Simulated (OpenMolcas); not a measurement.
**A ladder of methods for SiH2 (SMILES [SiH2])**

SiH2: 3 atoms, total charge 0, spin state singlet. SMILES: `[SiH2]`. The shape is that of a PBE0-D4/def2-TZVP optimisation.

```xyz
3

Si   -0.4912    0.4686   -0.2136
H     0.8403    0.5786    0.5225
H    -0.3491   -1.0472   -0.3089
```

Each level gives the energy change with the Si1–H3 bond stretched from 1.525 to 3.051 Å (eV). The values are calculated.

| level | kind | program | value (eV) | less FCI/6-31G* | CPU time (all runs) |
| --- | --- | --- | --- | --- | --- |
| SVWN5/6-31G* (spherical functions) (restricted) | LDA | OpenMolcas | 3.13 | +0.50 | 6.1 s |
| r2SCAN/6-31G* (spherical functions) (restricted) | meta-GGA | OpenMolcas | 3.32 | +0.69 | 7.7 s |
| M06-2X/6-31G* (spherical functions) (restricted) | hybrid meta-GGA | OpenMolcas | 3.63 | +1.00 | 7 s |
| B2PLYP/6-31G* (spherical functions) (restricted) | double hybrid | OpenMolcas | 3.38 | +0.75 | 6.2 s |
| MP2/6-31G* (spherical functions) (restricted) | perturbation theory | OpenMolcas | 3.56 | +0.93 | 3.1 s |
| CASSCF(2,2)/6-31G* (spherical functions) | multireference | OpenMolcas | 2.69 | +0.06 | 3.2 s |
| CCSD(T)/6-31G* (spherical functions) (restricted) | coupled cluster or CI | OpenMolcas | 2.61 | -0.02 | 4.3 s |
| FCI/6-31G* (spherical functions) | exact in the basis | OpenMolcas | 2.63 | 0.00 | 18 s |

FCI/6-31G* (spherical functions) is exact within its basis and frozen core, so for wave-function methods in that basis the difference is their error; functionals converge differently with the basis, so for them it is only a difference. The first shape isn't each level's own minimum. The values span 2.61 to 3.63 eV. CPU times are rough (shared hosts, several kinds of processor): they show what a rung costs within a factor of a few.

Stretching the Si–H bond to twice its length brings its σ and σ* orbitals close in energy, so the singlet needs both the σ² and σ*² configurations. A restricted single determinant keeps too much ionic character in the separating electron pair, which makes the stretch too costly. MP2 doesn't repair this, ending 0.93 eV above FCI, whereas CASSCF(2,2) comes within 0.06 eV with only two active electrons. This suggests that the main difficulty is static correlation in one bond, although some cancellation of the missing dynamic correlation is likely.

CCSD(T) also does well, since its iterated singles and doubles can still correct the poor reference at this distance. Its slight undershoot may reflect perturbative triples beginning to overcorrect.

All four functionals lie above FCI, M06-2X furthest, probably because its large share of exact exchange penalises the restricted solution more. The close agreement of CCSD(T) at this one stretched length doesn't establish that it would hold to full dissociation, where the two configurations become degenerate.
